## Results and discussion: spin polarisation of the 4p shell of bromine

Three energy scales frame these results. The 4p level of the spherical local-spin-density atom lies about 8 eV deep, and two 4p electrons repel each other by about 12 eV. Turning the shell to its largest moment splits the level by 0.65 eV and lowers the total energy by only 0.16 eV, out of an exchange-correlation energy near 2400 eV.

Bromine atom, [Ar] 3d10 4s2 4p5, in non-relativistic, spin-polarised all-electron Kohn-Sham calculations with spherical densities and the LDA-VWN5 functional (Quantum ESPRESSO ld1.x 7.5). The moment is set by moving 4p electrons from spin down to spin up, with all other shells equally occupied in both spins; the eigenvalue and splitting are those of 4p.

| moment (μB) | energy less that of the unpolarised state (eV) | exchange splitting (eV) | spin up eigenvalue (eV) | splitting / moment (eV/μB) |
| --- | --- | --- | --- | --- |
| 0.000 | 0 | 0 | -8.0365 | n/a |
| 0.250 | -0.010109 | 0.16176 | -8.1158 | 0.647 |
| 0.500 | -0.040436 | 0.32367 | -8.1921 | 0.647 |
| 0.750 | -0.091036 | 0.48590 | -8.2655 | 0.648 |
| 1.000 | -0.16195 | 0.64859 | -8.3360 | 0.649 |

The moment $m = n_\uparrow - n_\downarrow$ is imposed through the 4p occupations $n_{\uparrow,\downarrow} = 2.5 \pm m/2$. $E$ is the energy less that of the unpolarised state, and the exchange splitting is $\Delta = \varepsilon_\downarrow - \varepsilon_\uparrow$, with $\varepsilon_\uparrow$ the spin up eigenvalue.

### 1. Which rows describe a bromine atom?

Only $m = 1$ has whole occupations, three up and two down, and with the spin-up subshell full the moment can go no higher. The other rows are constrained points with fractional occupations, and $m = 0$ is a reference, not a non-magnetic ground state. Since $4p^5$ has the single term $^2P$, $E$ is no gap between Hund's-rule terms. It is the energy that an unpolarised calculation of the free atom misses.

### 2. Why does polarisation lower the energy?

Electrons of like spin avoid each other, which reduces their repulsion. Local exchange expresses this as an energy density proportional to $-(\rho_\uparrow^{4/3} + \rho_\downarrow^{4/3})$, with $\rho_\sigma$ the spin densities. The power exceeds one, so an unequal division of a fixed density lowers the energy. Correlation acts mostly between unlike spins and takes back part of the gain. In a metal, polarisation costs band energy; here the up and down orbitals are degenerate at $m = 0$, that cost is absent, and the energy falls in every row up to the Pauli limit.

The parts of the energy fit this picture for the step from $m = 0.75$ to 1. The total falls by 0.071 eV, the exchange-correlation term by 0.086 eV, and all else rises by 0.015 eV. That remainder hides a cancellation, because the Hartree term alone rises by $0.35 \pm 0.03$ eV as the density relaxes. The division into parts therefore supports the exchange argument without proving it.

### 3. Why is the energy gain a quarter of the splitting at $m = 1$?

Janak's theorem, $\partial E/\partial n_\sigma = \varepsilon_\sigma$, gives for a transfer of $dm/2$ electrons
$$\frac{dE}{dm} = \tfrac12(\varepsilon_\uparrow - \varepsilon_\downarrow) = -\tfrac12\Delta .$$
Reversing all spins leaves $E$ unchanged, so $E$ is even in $m$ and $\Delta$ is odd:
$$\Delta = Im + cm^3, \qquad E = -\tfrac14 Im^2 - \tfrac18 cm^4 ,$$
where $I$ is the Stoner parameter. One factor of a half arises because half an electron is moved per unit of moment, the other because the splitting grows from zero along the way.

A least-squares fit to the splittings of the four polarised rows gives $I = 0.6469$ eV/$\mu_B$ and $c = 0.0017$ eV/$\mu_B^3$. At $m = 0.75$ the quadratic term is $0.6469 \times 0.5625/4 = 0.09097$ eV and the quartic term $0.0017 \times 0.316/8 = 0.00007$ eV, so $E = -0.09104$ eV against the tabulated $-0.091036$. The splitting of this row entered the fit and its energy did not. All rows agree to $1\times10^{-5}$ eV. Janak's theorem is part of Kohn-Sham theory, so this shows consistency: energy and splitting are one piece of evidence, not two.

### 4. Is the slow rise of splitting / moment real?

The ratio climbs from row to row, by 0.24% of its first value overall. A straight line through the origin misses the splittings by up to $4\times10^{-4}$ eV, whereas the cubic form stays inside their rounding of $5\times10^{-6}$ eV, so the curvature is resolved. Local exchange suggests its origin. With local polarisation $\zeta = (\rho_\uparrow - \rho_\downarrow)/\rho$ the potentials are $v_\sigma = -|v_0|(1\pm\zeta)^{1/3}$, where $v_0$ is the unpolarised exchange potential, and their difference is $\tfrac23|v_0|\,\zeta\,(1 + \tfrac{5}{27}\zeta^2)$. A uniform $\zeta$ of $m/5$ to $m/7$ (4p electrons alone, or 4s included) gives 0.74% to 0.38% for $c/I$, against 0.26% fitted. The estimate overshoots, and since it ignores correlation and relaxation only its sign and order count. The Stoner form works well because one unpaired spin among five to seven valence electrons is a weak polarisation.

### 5. Do the two levels move symmetrically?

They do not: at $m = 1$ the up level has fallen by 0.30 eV and the down level risen by 0.35 eV, and the rise is the larger in every polarised row. The mean of the two levels moves up as $am^2$, with $a = 0.025$ eV/$\mu_B^2$ by least squares on the four rows, to within the rounding of the eigenvalues. The cube root again gives the sign, since its second-order term raises both potentials by $|v_0|\zeta^2/9 \approx \Delta\zeta/6$, which is of order 0.02 eV for $\zeta = 1/5$. Only the sign and order count: correlation reduces this term, and the relaxation of the density shifts both levels through the Hartree potential as well, so the closeness to $a$ is partly fortuitous.

The mean level is also $\partial E/\partial N$ at fixed $m$, with $N$ the 4p electron count, so the shift equals $-\tfrac14(dI/dN)m^2$. This implies that $I$ falls by about 0.1 eV/$\mu_B$ per added electron, an inference and not a varied setting. The highest occupied level is spin down, at $-7.687$ eV for $m = 1$. Self-interaction in the local functional is the main reason that it lies far above minus the ionisation energy, roughly 12 eV as recalled.

### 6. Can $I$ be counted from exchange integrals?

The 4p Slater integrals at $m = 1$ are $F^0 = 11.8$ eV and $F^2 = 6.02$ eV. Counting like-spin pairs gives $3 + 1 = 4$ at $m = 1$ and $2 \times (2.5 \times 1.5/2) = 3.75$ at $m = 0$, a gain of $Jm^2/4$ with $J$ the saving per pair, so $J$ plays the part of $I$. The exchange integral between two real p orbitals, $3F^2/25 = 0.72$ eV, is 12% above $I$. The full average saving of a like-spin pair is $F^2/5 = 1.20$ eV, however, which is 1.9 times $I$, and Hartree-Fock with fractional occupations adds self-exchange and gives $(F^0 + 2F^2/5)/3 = 4.7$ eV. None of these is what the local functional evaluates. The closeness of the first shows a common scale, a fraction of $F^2$, and no more.

### 7. Are the other shells unpolarised, and what would another element do?

They are unpolarised in occupation only, because every orbital feels the spin-dependent potential where it overlaps the 4p spin density. At $m = 1$ the 3d level splits by 0.124 eV and the 4s level by 0.702 eV, 8% more than 4p itself. From $m = 0.75$ to 1 the 3s, 3p and 3d splittings grow by the linear factor 4/3. That 4s exceeds 4p may reflect its smaller mean radius: in the dilute 4p tail $|v_0|$ falls with the density while $\zeta$ cannot grow much beyond $1/5$ and falls again far out, where the more weakly bound spin-down orbital gains weight, so the spin splitting of the potential weakens there. This is a guess. Relative to spin-down, the spin-up orbitals are drawn towards the region where the spin splitting of the potential is largest, near the 4p radial maximum: spin-up 3d is 0.13% larger in mean radius than spin-down, and spin-up 3s is slightly larger too, while spin-up 4s and 4p are smaller by 0.18% and 1.1%. Mean radii do not fix the sign of the spin density that each s shell leaves at the nucleus; that has to be computed directly.

To first order in local exchange, with $\phi$ the valence orbital, $I \propto \int |\phi|^4\rho^{-2/3}\,d^3r$, which varies roughly as the inverse size of the shell. Chlorine, more compact, should have a larger $I$ and iodine a smaller one. Selenium and arsenic allow $m = 2$ and 3, so gains of roughly four and nine times the bromine value follow if $I$ is similar, with a larger quartic share.

### 8. Which digits can be trusted?

The energies at $m = 0.25$, 0.5 and 0.75 equal 743.00, 2971.99 and 6691.02 times $10^{-6}$ Ry, so they appear to be differences of totals rounded to that unit, $1.36\times10^{-5}$ eV. Their sixth decimal is then empty, and the exact factor of four between the first two is an artefact. The quartic term, 0.0002 eV at $m = 1$, stands above this noise, but $I$ and $c$ are better taken from the splittings.

As statements about real bromine far fewer digits survive. Spin-orbit coupling is absent, and the fine-structure splitting of $^2P$, roughly 0.5 eV as recalled, is comparable with $\Delta$ and exceeds $|E|$. The 4p hole is also spread spherically over three orbitals. Both omissions come before any judgement of the functional.
